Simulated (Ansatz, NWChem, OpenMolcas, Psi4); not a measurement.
# AlSbH3F (SMILES [F][AlH][SbH2]): the vertical ionisation energy, rung by rung

The species is AlSbH3F (6 atoms), meant as a singlet with charge 0. As SMILES, `[F][AlH][SbH2]`. The coordinates come from a PBE0-D4/def2-TZVP relaxation. This is one conformer, not always the lowest.

Each level gives the vertical ionisation energy (to the doublet cation) (eV). The values are calculated.

```tsv
level	kind	program	value (eV)	CPU time (all runs)
revPBE/def2-SVP (core potential)	GGA	OpenMolcas	8.96	70 s
r2SCAN/def2-SVP (core potential)	meta-GGA	Ansatz	9.13	35 s
B3LYP/def2-SVP (core potential)	global hybrid	NWChem	9.21	61 s
PBE0/def2-SVP (core potential)	global hybrid	OpenMolcas	9.20	67 s
r2SCAN0/def2-SVP (core potential)	hybrid meta-GGA	Ansatz	9.24	44 s
HSE06/def2-SVP (core potential)	range-separated hybrid	Psi4	9.21	2.9 min
wB97X-V/def2-SVP (core potential)	range-separated hybrid	Psi4	9.28	6.5 min
wB97X/def2-SVP (core potential)	range-separated hybrid	Ansatz	9.28	1.7 min
```

Spin-orbit coupling is left out. The values span 8.96 to 9.28 eV. CPU times are rough (shared hosts, several kinds of processor and program).

The ionisation energy depends only modestly on the functional. revPBE gives the lowest value, 8.96 eV, while the hybrids lie between 9.20 and 9.28 eV. The step from revPBE to r2SCAN is larger than that from r2SCAN to r2SCAN0, so exact exchange is probably only part of the difference, alongside the semilocal form. HSE06 falls with the global hybrids rather than with the two wB97X-type functionals, as expected when exchange is screened at long range.

The electron probably leaves an orbital made up mainly of the antimony lone pair, with some Al–Sb σ character. Antimony's diffuse valence p electrons are held less tightly than the fluorine lone pairs, and trivalent aluminium has no lone pair of its own. Its formally empty p orbital can accept some density from antimony, but the preference of heavy pnictogens for pyramidal geometry keeps such π donation weak. The agreement among the hybrids doesn't establish absolute accuracy, because all levels share the same small basis and any error from it would be largely common to them.
